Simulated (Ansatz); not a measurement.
Isomers of CH4AlBrO

2 of its isomers, all singlets with charge 0: A = `[CH3][Al]([OH])[Br]`; B = `C[O][AlH][Br]`.

Shapes, held fixed at every level: PBE0-D4/def2-TZVP. Flexible molecules stand in one conformer, not always the lowest. Programs: Ansatz 0.2.0.

A:

```xyz
8

C     0.0428    1.2977   -0.0844
Al   -0.0877   -0.6272   -0.1285
O     0.5307   -1.5672    1.1311
Br   -1.0715   -1.7020   -1.8639
H    -0.9496    1.7546   -0.1288
H     0.5417    1.6409    0.8241
H     0.6019    1.6682   -0.9480
H     0.4841   -2.5221    1.1428
```

B:

```xyz
8

C    -0.8380    0.7797    0.5790
O     0.3680    0.0694    0.5852
Al    1.1983   -0.9317   -0.4657
Br    0.2936   -1.3758   -2.4847
H    -1.4785    0.4310    1.3948
H    -0.6416    1.8450    0.7330
H    -1.3847    0.6621   -0.3633
H     2.5750   -1.5368   -0.0340
```

Electronic energies in kJ/mol, without zero-point or thermal terms.

**Question.** Which isomer should be the most stable, and roughly by how much?

**Answer.** A < B in rising energy, over a span of 106 kJ/mol, by CCSD(T)/def2-TZVPP. All levels agree on that. The B − A difference spans +86.1 to +109.8 kJ/mol over the levels. Relativity is left out for Br unless named. Correlated rows may include outer-core shells of Br, which these sets cover unevenly.

```csv
level,kind,B − A
SPW92/def2-TZVPP,LDA,+105.7
r2SCAN-D4/def2-TZVPP,meta-GGA,+109.8
r2SCAN0-D4/def2-TZVPP,global hybrid,+109.8
B2PLYP/def2-TZVPP,double hybrid,+104.9
CCSD(T)/def2-SVP,coupled cluster or CI,+86.1
CCSD/def2-SVP,coupled cluster or CI,+86.2
CCSD(T)/def2-TZVPP,coupled cluster or CI,+106.4
```

The hydroxide A lies well below the methoxide B, and the reason can be read from the bonds that differ. Both isomers keep the Al–O and Al–Br bonds and an intact methyl group, so the comparison comes down to Al–C plus O–H in A against C–O plus Al–H in B. Al–C and Al–H bonds are of broadly similar strength, whereas an O–H bond is considerably stronger than a C–O single bond, so most of the preference probably comes from placing hydrogen on oxygen rather than on aluminium.

Perturbative triples barely matter in the smaller basis, where CCSD gives +86.2 and CCSD(T) +86.1 kJ/mol. Enlarging the basis raises the CCSD(T) value to +106.4 kJ/mol, so the low values reflect basis incompleteness rather than missing correlation. The density functionals, even the LDA, fall close to the larger-basis result, as expected for two closed-shell molecules without stretched bonds. The ordering applies to isolated monomers; association through bridging oxygen, common for such Lewis-acidic aluminium compounds, could change the energy gap.
